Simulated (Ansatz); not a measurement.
# PtS2: parities and Z2 indices — Ansatz, plane waves and PAW

Space group P-3m1 (No. 164), 3 atoms in the cell of the first input below: a = 3.580 Å, b = 3.580 Å, c = 4.936 Å, α = 90.00°, β = 90.00°, γ = 120.00°.

The structure is a measured one, not always of the ambient phase, with its volume kept and shape and atoms relaxed (pressure 2.8 GPa with this functional, without spin–orbit coupling). Functional: PBE.

Input:

```yaml
crystal:
  lattice:
    - [3.5799959663, 1.0e-10, 0.0]
    - [-1.7899979833, 3.1003674522, 0.0]
    - [0.0, 0.0, 4.9357513829]
  atoms:
    - { symbol: Pt, position: [0.0, 0.0, 0.0] }
    - { symbol: S, position: [0.3333333333, 0.6666666667, 0.2455451524] }
    - { symbol: S, position: [0.6666666667, 0.3333333333, 0.7544548476] }
basis:
  ecutwfc: 420
  ecutrho_ratio: 4
kpoints:
  mp_grid: { grid: [6, 6, 4] }
hamiltonian:
  xc: pbe
scf:
  occupations: { method: gaussian, width: 0.05 }
output:
  forces: true
  stress: true
  eigenvalues: true
  populations: true
  topological_invariants: true
magnetization:
  noncollinear: true
  spin_orbit: true
```

```bash
ansatz run input.yaml --threads 4 --pin off --max-ram 9216MiB --backend cpu --events-out ev --progress --plain --runs-dir out
```

Time: 100 s on 4 threads of Intel(R) Xeon(R) Processor @ 2.50GHz (Skylake/Cascade Lake) (shared host), peak memory 0.88 GiB.

Without spin–orbit coupling the gap on a 12×12×8 mesh is 0.52 eV. With it, in a separate run (self-consistent on 8×8×6, bands on 14×14×8), a gap of 0.47 eV parts the filled from the empty bands, against 0.58 eV on its self-consistent mesh (a gap on a mesh is an upper bound, as the edges may lie between its points, so gaps on unlike meshes don't measure the coupling's effect alone). The indices are those of the lowest 30 bands, and their direct separation from the next band is open.

Odd-parity bands among them at the eight time-reversal-invariant momenta (inversion centre at 0.000 0.000 0.000):

```csv
k,odd bands
0.0 0.0 0.0,14
0.0 0.0 0.5,14
0.0 0.5 0.0,14
0.0 0.5 0.5,14
0.5 0.0 0.0,14
0.5 0.0 0.5,14
0.5 0.5 0.0,14
0.5 0.5 0.5,14
```

What are the Z2 indices by the rule of Fu and Kane?

Each Kramers pair counts once, so δ = (−1)^(odd bands / 2): −, −, −, −, −, −, −, −. The product of all eight gives ν0, the products over the planes k_i = 1/2 the weak indices: (0;000). The Wilson-loop planes give (0;000).

The cell is scaled in volume by 0.96 and 1.05 with the atoms carried along. Do the indices change?

No.

```json
{"volume ratio": "0.96", "pressure with spin–orbit coupling (GPa)": "9.4", "smallest direct separation sampled (eV)": "0.858", "at k": "0.01 0.25 0.26", "separation": "open", "Z2": "(0;000)"}
{"volume ratio": "1.00", "pressure with spin–orbit coupling (GPa)": "2.9", "smallest direct separation sampled (eV)": "0.814", "at k": "0.01 0.25 0.26", "separation": "open", "Z2": "(0;000)"}
{"volume ratio": "1.05", "pressure with spin–orbit coupling (GPa)": "-3.3", "smallest direct separation sampled (eV)": "0.765", "at k": "0.01 0.25 0.26", "separation": "open", "Z2": "(0;000)"}
```

Caveats: Kohn–Sham gaps are too small; Z2 indices don't see topology that rests on crystal symmetry, and an even number of inversions cancels; atoms feel forces of up to 0.51 eV/Å at volume ratio 1.05; atoms feel forces of up to 0.56 eV/Å at volume ratio 0.96; the cell shown stands at 2.9 GPa, so it isn't this functional's equilibrium.

PtS2 is a Z2-trivial insulator at this filling, and the parities fit a plain chemical picture. In formally tetravalent Pt, octahedral coordination leaves the lower d set filled and the σ-antibonding d set empty, above a filled sulfur p shell. Orbitals centred on Pt keep their own parity at every invariant momentum, while those on the two inversion-related S sites always form even and odd combinations in equal number. The uniform count of 14 is therefore what closed atomic shells would give, with no net exchange of parity between filled and empty states. Spin–orbit coupling, though strong on Pt, leaves this order intact.

The smallest sampled direct separation grows steadily on compression, from 0.765 to 0.858 eV. Shorter Pt–S contacts probably strengthen the d–p σ overlap and push the antibonding conduction states upwards. This doesn't establish that the fundamental gap also widens, since closer layers broaden the sulfur p bands along the stacking axis and can bring band edges at different momenta together.
